Where two atoms are bonded, the electron density has a lowest point along the line between them, the bond critical point. In atomic units it is a few tenths there for bonds to hydrogen, and under one tenth for the bonds of aluminium in the ion $[\mathrm{Al(CH_3)_2(OH)_2}]^-$. The ion has four-coordinate aluminium, with both hydroxides attached. The table lists the density $\rho$, its Laplacian $L$ (the sum of its three curvatures) and the energy density $H$ (kinetic plus potential energy per volume) from a density-functional calculation.

Bond critical points (QTAIM) of the gas-phase anion [Al(CH₃)₂(OH)₂]⁻ (charge −1, singlet), computed with PySCF 2.14.0 at the PBE/def2-SVPD level on a GFN2-xTB geometry. In the atom columns, 1 and 6 are O, 3 and 5 are C, 4 is Al, and 2 and 7–13 are H.

```
row  density (a.u.)  first atom  second atom  laplacian (a.u.)  ellipticity  energy density (a.u.)
  1           0.370       1.000        2.000            -2.222        0.001                 -0.639
  2           0.370       6.000       13.000            -2.231        0.001                 -0.641
  3           0.260       3.000        7.000            -0.846        0.051                 -0.268
  4           0.260       5.000       10.000            -0.846        0.051                 -0.268
  5           0.259       3.000        8.000            -0.841        0.051                 -0.267
  6           0.259       5.000       12.000            -0.841        0.051                 -0.267
  7           0.259       3.000        9.000            -0.836        0.051                 -0.266
  8           0.259       5.000       11.000            -0.836        0.051                 -0.266
  9           0.090       4.000        6.000             0.878        0.017                  0.013
 10           0.090       1.000        4.000             0.846        0.033                  0.012
 11           0.066       3.000        4.000             0.247        0.025                 -0.015
 12           0.066       4.000        5.000             0.246        0.025                 -0.015
```

We follow row 9, an Al–O bond, and row 11, an Al–C bond, with the C–H bond of row 3 for contrast.

**(a) Al–O has more density at its critical point than Al–C. Does bonding put it there?**

*Solution.* Compare with free atoms placed at the same positions. They alone would give 0.093 in row 9, slightly more than the 0.090 of the ion. In row 11 they would give 0.054, and the ion has 0.066. Bonding thus adds density in Al–C and removes a little in Al–O, so the order of the two must come from the atoms themselves.

The reason is distance. Al–O is 1.69 Å long and Al–C 2.07 Å, so the point in Al–O lies closer to both nuclei, where the atomic tails are denser. The free atoms also reproduce the order of the four kinds of bond, from O–H through C–H and Al–O to Al–C. The small difference between the two Al–O bonds follows a tight-binding geometry and deserves no chemical reading.

**(b) Why is the Laplacian negative in the bonds to hydrogen and positive at aluminium?**

*Solution.* At the critical point the density curves upwards along the bond and downwards sideways, and $L$ tells which wins. In C–H the sideways curvatures sum to $-1.19$ and the one along the bond is only $+0.35$. In Al–O the balance is reversed, with $-0.33$ against $+1.21$.

Standard atomic structure explains the reversal. Hydrogen has no core, and the C–H point lies within the charge of the shared pair. The Al–O point lies 0.73 Å from aluminium, at the outskirts of its compact core. The density falls steeply on leaving the core and soon rises again towards oxygen, which makes a sharp valley. A positive Laplacian records this valley; it does not mean that the bond is absent.

**(c) Al–O has more density than Al–C, yet its energy density is positive and that of Al–C negative. Why?**

*Solution.* Let $G$ be the kinetic energy density, which is positive, and $V$ the potential energy density, which is negative. The local virial relation $L/4=2G+V$, with $H=G+V$, gives

$$H=\frac{L}{4}-G .$$

An estimate of $G$ is therefore needed. For a slowly varying electron gas, at a point where the density has no slope,

$$G\approx C\rho^{5/3}+\frac{L}{6},\qquad C=\tfrac{3}{10}(3\pi^2)^{2/3}\approx 2.87,$$

and so

$$H\approx\frac{L}{12}-C\rho^{5/3}.$$

The valley pushes $H$ up and the density pulls it down. For row 9,

$$H\approx\frac{0.878}{12}-2.87\times0.090^{5/3}\approx0.073-0.052=+0.021 .$$

For row 11 the same steps give $0.021-0.031=-0.010$. Both signs agree with the table. Al–O has about 1.4 times the density of Al–C but 3.5 times the Laplacian, so the steeper valley outweighs the extra density.

The formula has no adjustable constant, and no row was used to tune it. At aluminium its $G$ is within about 6% of the computed value, though this tests only two distinct kinds of bond. In both of them the correction $L/6$ exceeds the first term of $G$, so the density isn't truly slowly varying and the derivation doesn't guarantee such agreement. Its $H$ is less accurate, $+0.021$ against a computed $+0.013$ in row 9, because $H$ is a small remainder of two terms near 0.2. For the same reason, another functional or basis could shift so small a value.

For the bonds to hydrogen the formula makes $G$ two to three times too large. There the opposite picture is closer: if a single orbital held all the density, its slope would vanish with that of the density, leaving $G=0$ and $H=L/4$. In row 3 this gives $-0.21$ and the gas formula $-0.37$; the computed $-0.27$ lies between them.

The contrast shows what kinetic energy measures here. When several orbitals overlap, their slopes can cancel in the total density, but each slope still adds to $G$. Per electron, $G$ is about 0.2 in C–H, 1.2 in Al–C and 2.3 in Al–O. That the opposing slopes at aluminium belong mainly to its core and to the ligand's valence orbitals is plausible, but untested here. To guess the sign of $H$ for a similar bond, weigh the sharpness of the valley against the density; the density alone does not decide it. The printed output after this text sets both pictures beside every row.

The analysis program printed:

```
Kinetic and total energy density in a.u.:
  row        G  G per electron  G gradient expansion  expansion over G  H gradient expansion  H one orbital
    1   0.0835          0.2257                0.1772             2.122               -0.7327        -0.5555
    2  0.08325           0.225                0.1757              2.11               -0.7334        -0.5577
    3   0.0565          0.2173                0.1631             2.887               -0.3746        -0.2115
    4   0.0565          0.2173                0.1631             2.887               -0.3746        -0.2115
    5  0.05675          0.2191                 0.162             2.854               -0.3722        -0.2102
    6  0.05675          0.2191                 0.162             2.854               -0.3722        -0.2102
    7    0.057          0.2201                0.1628             2.857               -0.3718         -0.209
    8    0.057          0.2201                0.1628             2.857               -0.3718         -0.209
    9   0.2065           2.294                0.1982              0.96               0.02127         0.2195
   10   0.1995           2.217                0.1929            0.9669                0.0186         0.2115
   11  0.07675           1.163               0.07212            0.9396              -0.01037        0.06175
   12   0.0765           1.159               0.07195            0.9405              -0.01045         0.0615
Curvature and free-atom density in a.u. with distances in A:
  row  curvature along bond  sum of sideways curvatures  free-atom density  bonding gain in percent  point to H or Al  bond length
    1                 1.554                      -3.776             0.2525                    31.76            0.1939        0.945
    2                 1.556                      -3.787             0.2531                     31.6            0.1873        0.945
    3                0.3477                      -1.194             0.1795                    30.95             0.425        1.095
    4                0.3477                      -1.194             0.1795                    30.95            0.4293        1.095
    5                0.3481                      -1.189              0.179                     30.9            0.4287        1.096
    6                0.3479                      -1.189              0.179                     30.9             0.429        1.096
    7                0.3484                      -1.184             0.1793                    30.78            0.4313        1.097
    8                0.3484                      -1.184             0.1793                    30.78            0.4313        1.097
    9                 1.209                     -0.3313            0.09326                   -3.622            0.7335         1.69
   10                 1.173                     -0.3272            0.09133                   -1.482            0.7395        1.702
   11                0.4145                     -0.1675              0.054                    18.19            0.8118        2.073
   12                0.4135                     -0.1675              0.054                    18.19            0.8117        2.073
Density of Al-O over that of Al-C (ratio): 1.364
Free-atom density of Al-O over that of Al-C (ratio): 1.709
Laplacian of Al-O over that of Al-C (ratio): 3.497
Laplacian over density^(5/3) at which H changes sign in the expansion (a.u.): 34.45
Laplacian over density^(5/3) in Al-O, mean (a.u.): 47.69
Laplacian over density^(5/3) in Al-C, mean (a.u.): 22.87
Largest miss of G by the expansion in the bonds at Al (percent): 6.039
```
